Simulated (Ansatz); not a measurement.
# Ligand exchange: B(CH3)(SH)2 + CH6AlN → BH(SH)2 + C2H8AlN

Species: B(CH3)(SH)2, singlet; CH6AlN `C[NH][AlH2]`, singlet; BH(SH)2, singlet; C2H8AlN `C[N](C)[AlH2]`, singlet. The partners trade CH3 for H: B–CH3 and N–H bonds give way to B–H and N–CH3.

Shapes, held fixed at every level: PBE0-D4/def2-TZVP. Flexible molecules stand in one conformer, not always the lowest. Programs: Ansatz 0.2.0. Electronic energies: no zero-point or thermal term.

Estimate ΔE of this reaction.

The highest level, CCSD(T)/CBS estimate, gives ΔE = +73.4 kJ/mol; the levels span +70.1 to +73.6. The column of differences is taken from that level and isn't an error. No measured value is set beside it here. The CBS estimate extrapolates MP2 from def2-TZVPP and def2-QZVPP and adds CCSD(T) − MP2 in the triple-zeta set, cores frozen. Times are processor times on shared x86 and Arm servers, and rough.

```tsv
level	kind	ΔE (kJ/mol)	less CCSD(T)/CBS estimate	CPU time (sum over the molecules)
PBE-D4/def2-TZVPP	GGA	+70.1	-3.3	43 s
PBE0-D4/def2-TZVPP	global hybrid	+72.8	-0.6	30 s
wB97M-V/def2-TZVPP	range-separated hybrid	+73.6	+0.2	1.9 min
wB97X-V/def2-TZVPP	range-separated hybrid	+70.6	-2.8	89 s
B2PLYP/def2-TZVPP	double hybrid	+71.0	-2.4	62 s
MP2/def2-TZVPP	perturbation theory	+73.3	-0.1	–
CCSD(T)/CBS estimate	coupled cluster or CI	+73.4	0.0	3.4 min
```

The exchange is clearly uphill in electronic energy, at +73.4 kJ/mol with the highest level, and every method agrees on the sign and approximate size. The main reason is probably bond polarity. Hydrogen is less electronegative than carbon, so it gains more from bonding to nitrogen, while methyl gains more from bonding to electropositive boron. The reaction gives up both favourable pairings, replacing a strong N–H bond with a weaker N–C bond. Methyl hyperconjugation into boron's formally empty p orbital, already partly filled by the sulfur lone pairs, may add to the preference for the reactants, but the total energy doesn't separate these contributions.

The narrow spread among methods fits a closed-shell exchange that conserves the number of electron pairs and leaves the B–S and Al–N linkages in place. Agreement doesn't improve steadily with the type of method: PBE0-D4 lies closer to the coupled-cluster value than B2PLYP does. Because aminoalanes readily associate through Al–N bridges, the result for monomers needn't carry over to condensed phases.
